# Solution key: lower bound on the four-point susceptibility from the temperature response

## Premises and conventions

The system has $N$ counted units (atoms, or formula units) with classical Hamiltonian $\mathcal H(\Gamma;V)=K+U$ in a periodic box of volume $V$. Here $\Gamma$ is a phase-space point at zero total momentum.

**P1.** Initial states are drawn from the isothermal-isobaric distribution
$$p(\Gamma,V)=\Delta^{-1}\exp[-H/k_BT],\qquad H=\mathcal H+PV,\qquad \Delta=\int dV\,d\Gamma\,e^{-H/k_BT}. \tag{1}$$
For a supercooled liquid the integral runs over the liquid region of phase space, and that region is taken to be independent of $T$ and $P$.

**P2.** Each initial state evolves by Newton's equations in its own box. The trajectory is a function of $(\Gamma,V)$ that contains neither $T$ nor $P$. The flow conserves $\mathcal H$, $V$ and phase volume, so (1) is stationary.

**P3.** The correlator is intensive, bounded and free of explicit dependence on $T$ and $P$:
$$C(t)=\frac1N\sum_{j=1}^N c_j(t),\qquad c_j(t)=\cos[\mathbf q\cdot(\mathbf r_j(t)-\mathbf r_j(0))],$$
with fixed $\mathbf q$ and unwrapped displacements. By P2, $C(t)$ is a function of the initial state.

With $\delta A=A-\langle A\rangle$, the definitions are
$$\chi_4(t)=N\langle\delta C(t)^2\rangle,\qquad \chi_T(t)=\Big(\frac{\partial\langle C(t)\rangle}{\partial T}\Big)_{P},\qquad c_P=\frac1N\Big(\frac{\partial\langle H\rangle}{\partial T}\Big)_P .$$
The derivative in $\chi_T$ is taken at fixed $t$. The heat capacity $c_P$ is in J K$^{-1}$ per counted unit, with the same $N$ as in $\chi_4$. The symbol $\beta$ is reserved for the stretching exponent.

## Part (a). Response and fluctuation

*Show that $k_BT^2\chi_T=\langle\delta C\,\delta H\rangle$ and $\langle\delta H^2\rangle=Nk_BT^2c_P$.*

**Solution.** Let $A(\Gamma,V)$ have no explicit dependence on $T$. Then only the weight is differentiated. From (1), $\partial_T\ln\Delta=\langle H\rangle/k_BT^2$, and so
$$\partial_T\ln p=\frac{H-\langle H\rangle}{k_BT^2}.$$
Differentiation under the integral is allowed for bounded $A$, and for $A=H$ or $V$, when the moments of $H$ and $V$ are finite near $T$. Therefore
$$\Big(\frac{\partial\langle A\rangle}{\partial T}\Big)_P=\frac{\langle A\,\delta H\rangle}{k_BT^2}=\frac{\langle\delta A\,\delta H\rangle}{k_BT^2}, \tag{2}$$
where the last step uses $\langle\delta H\rangle=0$. The choice $A=C(t)$ is permitted by P2 and P3, and $A=H$ is permitted because $P$ is held fixed:
$$\langle\delta C(t)\,\delta H\rangle=k_BT^2\chi_T(t),\qquad \langle\delta H^2\rangle=Nk_BT^2c_P. \tag{3}$$
If $A$ is also free of explicit dependence on $P$, the same argument with $\partial_P\ln p=-\delta V/k_BT$ gives
$$\Big(\frac{\partial\langle A\rangle}{\partial P}\Big)_T=-\frac{\langle\delta A\,\delta V\rangle}{k_BT}. \tag{4}$$

## Part (b). The bound

*Prove the inequality and identify the remainder.*

**Solution.** For every real $\lambda$,
$$0\le\langle(\delta C-\lambda\,\delta H)^2\rangle=\langle\delta C^2\rangle-2\lambda\langle\delta C\,\delta H\rangle+\lambda^2\langle\delta H^2\rangle .$$
The right side is smallest at $\lambda^*=\langle\delta C\,\delta H\rangle/\langle\delta H^2\rangle=\chi_T/(Nc_P)$, by (3). At this value it equals $\langle\delta C^2\rangle-\langle\delta C\,\delta H\rangle^2/\langle\delta H^2\rangle$. Multiply by $N$ and insert (3):
$$\chi_4(t)=\frac{N\,(k_BT^2\chi_T)^2}{Nk_BT^2c_P}+N\langle(\delta C-\lambda^*\delta H)^2\rangle .$$
The remainder is a mean square, hence
$$\boxed{\chi_4(t)\ \ge\ \frac{k_BT^2\chi_T(t)^2}{c_P}} \tag{5}$$
for every $t$ and every $N$. This is the Cauchy-Schwarz inequality for $\delta C$ and $\delta H$; its use for glass-forming liquids is due to Berthier and co-workers (2005). Equality requires $\delta C$ to be proportional to $\delta H$ on the whole ensemble. Both sides are dimensionless, since $T\chi_T$ and $k_B/c_P$ are.

**Exact test.** Take one harmonic oscillator of mass $m$ and frequency $\omega$, which has no volume variable and heat capacity $k_B$. The displacement $x_0(\cos\omega t-1)+(p_0/m\omega)\sin\omega t$ is Gaussian with variance $2k_BT(1-\cos\omega t)/m\omega^2$. With $s=q^2k_BT(1-\cos\omega t)/m\omega^2$ one has $\langle C\rangle=e^{-s}$, and $T\chi_T=-se^{-s}$ because $s\propto T$. The variance is
$$\chi_4=\tfrac12(1+e^{-4s})-e^{-2s}=2e^{-2s}\sinh^2s\ \ge\ s^2e^{-2s},$$
which is (5), fulfilled with at least a factor 2 to spare.

## Part (c). Sharper form and dependence on the ensemble

*Use both conserved quantities, and state which $\chi_4$ is bounded.*

**Solution.** Let $\rho=N/\langle V\rangle$, and let $\alpha$ and $\kappa_T$ be the expansivity and isothermal compressibility of $\langle V\rangle$. Equations (2) and (4) with $A=V$ give $\langle\delta V\delta H\rangle=k_BT^2\langle V\rangle\alpha$ and $\langle\delta V^2\rangle=k_BT\langle V\rangle\kappa_T$. Define
$$Y=\delta H-\frac{T\alpha}{\kappa_T}\,\delta V .$$
Then $\langle Y\delta V\rangle=k_BT^2\langle V\rangle\alpha-k_BT^2\langle V\rangle\alpha=0$. Along a path of constant $\rho$, $dP/dT=\alpha/\kappa_T$, so (2) and (4) combine to $(\partial\langle A\rangle/\partial T)_\rho=\langle\delta A\,Y\rangle/k_BT^2$. Three consequences follow.

1. With $a=(\partial\langle C\rangle/\partial T)_\rho$, $\langle\delta C\,Y\rangle=k_BT^2a$.
2. Since $Y$ differs from $\delta\mathcal H$ by a multiple of $\delta V$, $\langle Y^2\rangle=\langle Y\delta\mathcal H\rangle=Nk_BT^2c_V$, with $c_V=N^{-1}(\partial\langle\mathcal H\rangle/\partial T)_\rho$.
3. Since $\delta H=Y+(T\alpha/\kappa_T)\delta V$ is an orthogonal sum, the variances add, and $c_P=c_V+T\alpha^2/(\rho\kappa_T)$.

With $b=(\partial\langle C\rangle/\partial\ln\rho)_T$, (4) gives $\langle\delta C\,\delta V\rangle=-k_BT\kappa_Tb$. Minimise $\langle(\delta C-\lambda Y-\mu\,\delta V)^2\rangle$ over $\lambda$ and $\mu$. Orthogonality separates the two minimisations, and each proceeds as in part (b):
$$\chi_4\ \ge\ B_2=\frac{k_BT^2a^2}{c_V}+\rho k_BT\kappa_Tb^2. \tag{6}$$
This is at least as strong as (5). The chain rule gives $\chi_T=a-\alpha b$, because $(\partial\ln\rho/\partial T)_P=-\alpha$, and expansion shows
$$\Big(\frac{a^2}{c_V}+\frac{\rho\kappa_Tb^2}{T}\Big)c_P-(a-\alpha b)^2=\Big(a\alpha\sqrt{\frac{T}{c_V\rho\kappa_T}}+b\sqrt{\frac{c_V\rho\kappa_T}{T}}\Big)^2\ge0 .$$
The first term of (6) is by itself a lower bound on the isobaric $\chi_4$, so data along an isochore can be used provided that $c_V$ accompanies them.

The remainder has a physical meaning at large $N$. The law of total variance is exact:
$$\langle\delta C^2\rangle=\big\langle\mathrm{var}(C\,|\,\mathcal H,V)\big\rangle+\mathrm{var}\big(\bar C(\mathcal H,V)\big),$$
where $\bar C$ is the microcanonical mean. In a single phase $\bar C$ is a smooth function of $\mathcal H/N$ and $V/N$, whose fluctuations are of order $N^{-1/2}$. To leading order $\bar C$ is then linear in $Y$ and $\delta V$. Its covariances with them equal those of $C$, so its variance is $B_2/N$ with corrections of order $N^{-2}$. Thus
$$\chi_4^{NPT}=\chi_4^{NVE}+B_2+O(1/N), \tag{7}$$
an instance of the ensemble transformation of Lebowitz, Percus and Verlet (1967). At fixed volume only the first term of $B_2$ appears, which gives $\chi_4^{NVT}=\chi_4^{NVE}+k_BT^2a^2/c_V$ to the same order. The bound restricts $\chi_4^{NPT}$. It places no restriction on $\chi_4^{NVE}$, the variance among trajectories that share one energy and one volume.

## Part (d). Stretched-exponential correlator

*Evaluate (5) for the Kohlrausch-Williams-Watts form of the structural relaxation.*

**Solution.** Let $\langle C(t)\rangle=f\,e^{-x}$ with $x=(t/\tau)^\beta$, where $f$, $\tau$ and $\beta$ depend on $T$ along the isobar. From $\ln x=\beta\ln(t/\tau)$,
$$\partial_Tx=x\Big[\beta'\ln(t/\tau)-\beta\,\frac{d\ln\tau}{dT}\Big],$$
with primes for $d/dT$. Therefore
$$T\chi_T(t)=f e^{-x}\Big[\beta x\,\frac{d\ln\tau}{d\ln T}-x\ln(t/\tau)\,T\beta'+\frac{d\ln f}{d\ln T}\Big]. \tag{8}$$
The first term dominates near the glass transition. Its time dependence $xe^{-x}$ has derivative $(1-x)e^{-x}$, so its maximum lies at $x=1$, that is $t=\tau$, with value $1/e$. At $t=\tau$ the term in $\beta'$ vanishes identically, and
$$T\chi_T(\tau)=\frac fe\Big[\beta\,\frac{d\ln\tau}{d\ln T}+\frac{d\ln f}{d\ln T}\Big]. \tag{9}$$
In the usual case both $\tau$ and $f$ fall on heating. The two terms then have the same sign, and dropping the second lowers $|\chi_T(\tau)|$, so the inequality survives. The peak of $\chi_4$ need not lie at $\tau$, but $\max_t\chi_4(t)\ge\chi_4(\tau)$ always holds. With the convention
$$N_{\rm corr}\equiv\max_t\chi_4(t)/f^2,$$
which removes the plateau height, (5) and (9) give
$$\boxed{N_{\rm corr}\ \ge\ \frac{k_B}{c_P}\Big(\frac{\beta}{e}\Big)^2\Big(\frac{d\ln\tau}{d\ln T}\Big)_P^2} \tag{10}$$
For $\chi_4$ itself the right side carries the extra factor $f^2$. By (6), the same expression holds with $c_V$ and the isochoric derivative. For $\tau=\tau_0\exp(E_A/k_BT)$ one has $d\ln\tau/d\ln T=-E_A/k_BT$.

The name $N_{\rm corr}$ is accurate only up to a factor of order one. Consider $N/n$ independent clusters of $n$ units. A cluster has not yet relaxed with probability $w$, each member then contributing $f$, and contributes 0 otherwise. The number of unrelaxed clusters is binomial, $\mathrm{var}(C/f)=w(1-w)\,n/N$, and $\chi_4/f^2=n\,w(1-w)\le n/4$. In this picture the cluster size is $4N_{\rm corr}$.

## Part (e). Replacing $c_P$ by its jump at the glass transition

*State what the replacement $c_P\to\Delta c_P$ assumes.*

**Solution.** Suppose $\delta H=\delta H_s+\delta H_f$, with a slow configurational part of variance $Nk_BT^2\Delta c_P$ and a fast vibrational part, and suppose further that $\langle\delta C\,\delta H_f\rangle=0$. Then (3) becomes $\langle\delta C\,\delta H_s\rangle=k_BT^2\chi_T$, and part (b) applied to $\delta H_s$ gives (5) and (10) with $\Delta c_P$ in the denominator. As $\Delta c_P<c_P$, this claim is stronger than (5) by the factor $c_P/\Delta c_P$, and it does not follow from P1 to P3.

The added premise fails at order one for Newtonian dynamics. The initial kinetic energy belongs to the fast part, yet an excess $\delta K$ cannot leave the system. It is shared among the vibrations within a few periods and warms the sample for the whole relaxation. At fixed volume, the estimate $\delta C\approx a\,\delta K/(Nc_V)$ with $\langle\delta K^2\rangle=Nk_BT^2c_K$, where $c_K$ is the kinetic part of $c_V$, gives $\langle\delta C\,\delta K\rangle\approx(c_K/c_V)\,k_BT^2a$. This is a finite fraction of the whole covariance, about $3/8$ for a heat capacity of $4k_B$ per atom, of which $3k_B/2$ is kinetic. The version with $\Delta c_P$ is therefore an estimate of $N_{\rm corr}$, and the rigorous bound needs the full $c_P$.

## Part (f). Range of validity

**Equilibrium.** P1 requires a stable or metastable equilibrium liquid. In an ageing glass the initial states are not distributed as (1), and (2) fails. The treatment is classical, so $c_P$ contains $3k_B/2$ per atom of kinetic origin.

**Dynamics.** P2 is essential. In Langevin, Brownian or Monte Carlo dynamics the probability of a path depends on $T$, (2) acquires a further term, and (5) can be violated. A counterexample is a set of $N$ independent spins $\sigma_j=\pm1$ of equal energy, flipped by a Markov process at rate $1/2\tau\propto e^{-E_A/k_BT}$, each attached to vibrations of heat capacity $3k_B$. For $c_j=\sigma_j(t)\sigma_j(0)$, $\langle C\rangle=e^{-t/\tau}$ and $c_j^2=1$, so $\chi_4=1-e^{-2t/\tau}$, which is 0.86 at $t=\tau$. The right side of (5) would be $(E_A/k_BT)^2/3e^2$, which is 18 for $E_A/k_BT=20.1$. A deterministic thermostat also puts $T$ into the equations of motion and is not covered by the proof.

**Ensemble and counting.** By (7), the bounded quantity is the variance over initial states whose enthalpy fluctuates. If $C$ averages over one species only, the proof is unchanged when $N$ counts that species and $c_P$ is the total heat capacity divided by that $N$.

**Shape.** Equation (10) needs the stretched-exponential form near $t=\tau$, well separated from the vibrational decay, and $d\ln f/d\ln T$ either negligible or of the same sign as $d\ln\tau/d\ln T$.

**Interpretation.** The right side of (5) equals $N\chi_T^2\langle\delta T^2\rangle$ with $\langle\delta T^2\rangle\equiv k_BT^2/(Nc_P)$: samples with more enthalpy behave as warmer ones and relax faster. For an Arrhenius liquid it grows as $T^{-2}$ at constant $c_P$ and $\beta$, whether or not rearrangements become more cooperative. Its spatial range is affected by heat conduction. An energy excess at the origin spreads with the kernel $G(r,u)=(4\pi D_{\rm th}u)^{-3/2}e^{-r^2/4D_{\rm th}u}$, where $D_{\rm th}$ is the thermal diffusivity. If the local rate responds to the local temperature, the accumulated effect at distance $r$ is proportional to
$$\int_0^tG(r,u)\,du=\frac{1}{4\pi D_{\rm th}r}\,\mathrm{erfc}\frac{r}{\sqrt{4D_{\rm th}t}} ,$$
whose volume integral equals $t$ and is collected from $r\sim\sqrt{D_{\rm th}t}$. A large right side of (10) proves a large $\chi_4^{NPT}$, but it does not by itself determine the size of a compact rearranging region.

## Part (g). Numerical illustration: BKS silica

The model is the pair potential of van Beest, Kramer and van Santen (1990) for SiO$_2$, the oxide of gate and isolation layers in silicon devices. Its dispersion attraction diverges at short distance, so a repulsive core is understood to be added to make (1) normalisable. The correlator follows the Si atoms at $q\approx1.7\times10^{10}$ m$^{-1}$, so $N$ counts SiO$_2$ units. The inputs are approximate values typical of this model in its low-temperature Arrhenius regime at mass density $2370$ kg m$^{-3}$, all held independent of $T$:

- $E_A\approx5.2$ eV $=8.33\times10^{-19}$ J along the isochore
- $\beta\approx0.85$ and $f\approx0.8$
- $c_V\approx4k_B$ per atom, that is $12k_B=1.66\times10^{-22}$ J K$^{-1}$ per unit, or $99.8$ J mol$^{-1}$ K$^{-1}$, or $1.66\times10^3$ J kg$^{-1}$ K$^{-1}$ with molar mass $0.06008$ kg mol$^{-1}$
- excess over the harmonic value $9k_B$ per unit, $\Delta c=3k_B$, that is $24.9$ J mol$^{-1}$ K$^{-1}$

As the inputs are isochoric, the isochoric form of (10) is evaluated. By (6) it bounds the isobaric $\chi_4$ at the same state point.

**At $T=3000$ K.** $E_A/k_BT=20.1$, $\beta/e=0.313$ and $(\beta/e)^2=0.0978$. Then $|Ta(\tau)|/f=6.29$, whose square is $39.6$, and
$$N_{\rm corr}\ge\frac{39.6}{12}=3.3,\qquad \chi_4(\tau)\ge f^2\times3.3=2.1 .$$
If the same variance is multiplied by the number of atoms and not of Si atoms, the first number becomes $39.6/4=9.9$.

| $T$ (K) | $E_A/k_BT$ | $a(\tau)$ ($10^{-3}$ K$^{-1}$) | bound on $\chi_4(\tau)$ | bound on $N_{\rm corr}$ | estimate with $\Delta c$ |
|---|---|---|---|---|---|
| 3250 | 18.6 | $-1.43$ | 1.8 | 2.8 | 11 |
| 3000 | 20.1 | $-1.68$ | 2.1 | 3.3 | 13 |
| 2750 | 21.9 | $-2.00$ | 2.5 | 3.9 | 16 |

The last column is four times the bound and is not itself a bound.

**Neglected terms at 3000 K.** For a harmonic plateau $\ln f\propto T$, so $d\ln f/d\ln T=\ln f=-0.22$. Against $\beta E_A/k_BT=17.1$ this is 1.3 per cent in (9), and it raises the bound by 2.6 per cent. For the passage to the isobaric form, assume for illustration $|\alpha|=5\times10^{-5}$ K$^{-1}$, $\kappa_T=5\times10^{-11}$ Pa$^{-1}$ and $|\partial\ln\tau/\partial\ln\rho|_T=10$. With $\rho=2.38\times10^{28}$ m$^{-3}$, $c_P-c_V=0.5k_B$ per unit, which is 4 per cent of $c_V$. The derivative $d\ln\tau/d\ln T$ shifts by $T|\alpha|\times10=1.5$, or 7 per cent, and its square by about 15 per cent in a direction set by the signs. With these assumptions the isobaric form (10) lies within about a fifth of the tabulated bound, so even the second figure in the last three columns is only indicative.

**Distinct-particle part.** The terms with $i=j$ in $\chi_4=N^{-1}\sum_{ij}\langle\delta c_i\delta c_j\rangle$ sum to $\langle c_j^2\rangle-F^2=\frac12[1+F(2q)]-F^2$, where $F=\langle C(\tau)\rangle=f/e=0.294$. For Gaussian displacements $F(2q)=F^4$ and the self part is 0.42. In every case it is at most $1-F^2=0.91$. The terms with $i\ne j$ therefore contribute at least 1.2, so the displacements of different Si atoms are correlated in this ensemble.

**Origin of that correlation.** A box of 8016 atoms has $N=2672$ and edge $4.8$ nm. The canonical spread of energy corresponds to $\delta T=T\sqrt{k_B/(Nc_V)}=16.8$ K. This gives $\delta\ln\tau=0.11$, small enough for the linearisation behind (7), and $|\delta C|=|a|\,\delta T=0.0281$, whose square times $N$ returns 2.1. With a typical thermal conductivity of $2$ W m$^{-1}$ K$^{-1}$, $D_{\rm th}=5\times10^{-7}$ m$^2$ s$^{-1}$, and for $\tau$ of order $10^{-9}$ s the length $\sqrt{D_{\rm th}\tau}$ is $2\times10^{-8}$ m, several box edges. The energy excess is thus uniform over the box during the relaxation. By part (c), the value 2.1 is the amount to be added to the $\chi_4$ of trajectories at one fixed energy in order to obtain the canonical $\chi_4$.

These numbers are the model's, for the inputs listed. As typical knowledge, real silica just above its glass transition has a heat capacity roughly a fifth below the value used here, while its jump $\Delta c_P$ is only about 8 J mol$^{-1}$ K$^{-1}$, a third or so of the model's $\Delta c$. The gap between the $\Delta c_P$ estimate and the rigorous bound, a factor 4 in the model, is accordingly nearer a factor 10 in the real liquid.